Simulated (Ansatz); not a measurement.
## Ti3Sn: energy above lowest point and pressure against volume scale

Free energy against uniform scaling of the volume at fixed shape and fractions; periodic cell, basis, potentials, k mesh and filling as listed. The results are calculated, by Ansatz 0.2.0.

The cell before it is scaled or strained (space group P6_3/mmc, No. 194):
```
CELL_PARAMETERS angstrom
5.91220 0.00000 0.00000
-2.95610 5.12010 0.00000
0.00000 0.00000 4.75620
ATOMIC_POSITIONS crystal
Ti 0.16425 0.32850 0.75000
Ti 0.67150 0.83575 0.75000
Ti 0.16425 0.83575 0.75000
Ti 0.83575 0.67150 0.25000
Ti 0.32850 0.16425 0.25000
Ti 0.83575 0.16425 0.25000
Sn 0.66667 0.33333 0.75000
Sn 0.33333 0.66667 0.25000
```

Settings of every row: functional PBEsol; dispersion none; potentials PAW; wave cutoff 470 eV; density cutoff 1880 eV; k mesh 5x5x6; k shift 0x0x0; occupations gaussian; smearing width 0.3 eV; spin none; SCF threshold exponent -9.

Limits: coarse k mesh, up to 40 meV an atom off; stress loosely converged; wide smearing; the cell comes from a prototype or a list of computed structures and needn't be the stable phase.

| row | volume scale | V (Å³/atom) | energy above lowest point (meV/atom) | pressure (GPa) |
| --- | --- | --- | --- | --- |
| 1 | 0.94 | 16.917 | 4.9 | 3.6 |
| 2 | 0.96 | 17.277 | 0 | 0.78 |
| 3 | 0.98 | 17.637 | 1.2 | -1.76 |
| 4 | 1 | 17.997 | 7.7 | -4.04 |
| 5 | 1.02 | 18.357 | 19.1 | -6.1 |
| 6 | 1.04 | 18.717 | ? | ? |
| 7 | 1.06 | 19.077 | 54.7 | -9.6 |

Question: what energy above lowest point and pressure should row 6 give?

Worked fit of energy above lowest point. Take u = (V_r/V)^(2/3) − 1 with V_r = 17.817 Å³ an atom, which is twice the finite (Eulerian) strain; such expansions in the strain, on which the Birch-Murnaghan equation of state is built, carry the rest volume and the bulk modulus. The shown rows have u = 0.03516, 0.02073, 0.00679, -0.00668, -0.01971, -0.04453. Least squares give energy above lowest point = 3.79 − 486.9 × u + 14738 × u² meV/atom; a straight line predicts inner rows, each left out in turn, worse (root mean square 9.2 against 0.035 meV/atom). All shown rows lie on it to the printed digit. Its lowest point lies at u = 0.0165, or V = 17.38 Å³ an atom, and the curvature there gives the bulk modulus at fixed shape and fractions, B = (4/9)(1 + u)² E″(u)/V = 125 GPa. Letting shape and atoms relax would as a rule lower it, by much in layered, chain or molecular crystals. The withheld row has u = -0.03232, so the fit gives 3.79 − 486.9 × (-0.03232) + 14738 × (-0.03232)² = 34.9 meV/atom.

The calculation gave 34.9 meV/atom. The fit meets it to the printed digit.

Worked fit of pressure. Take u = (V_r/V)^(2/3) − 1 with V_r = 17.817 Å³ an atom, which is twice the finite (Eulerian) strain; such expansions in the strain, on which the Birch-Murnaghan equation of state is built, carry the rest volume and the bulk modulus. The shown rows have u = 0.03516, 0.02073, 0.00679, -0.00668, -0.01971, -0.04453. Least squares give pressure = −2.93 + 169.81 × u + 450.2 × u² GPa; a straight line predicts inner rows, each left out in turn, worse (root mean square 0.28 against 0.0051 GPa). All shown rows lie on it to the printed digit. The pressure vanishes at u = 0.0165, or V = 17.38 Å³ an atom, and there the bulk modulus at fixed shape and fractions is B = −V dP/dV = (2/3)(1 + u) dP/du = 125 GPa. Letting shape and atoms relax would as a rule lower it, by much in layered, chain or molecular crystals. The withheld row has u = -0.03232, so the fit gives −2.93 + 169.81 × (-0.03232) + 450.2 × (-0.03232)² = -7.95 GPa.

The calculation gave -7.94 GPa. The fit lies 0.01 GPa (0.076 % of the column's range) below it, one unit of the last digit.
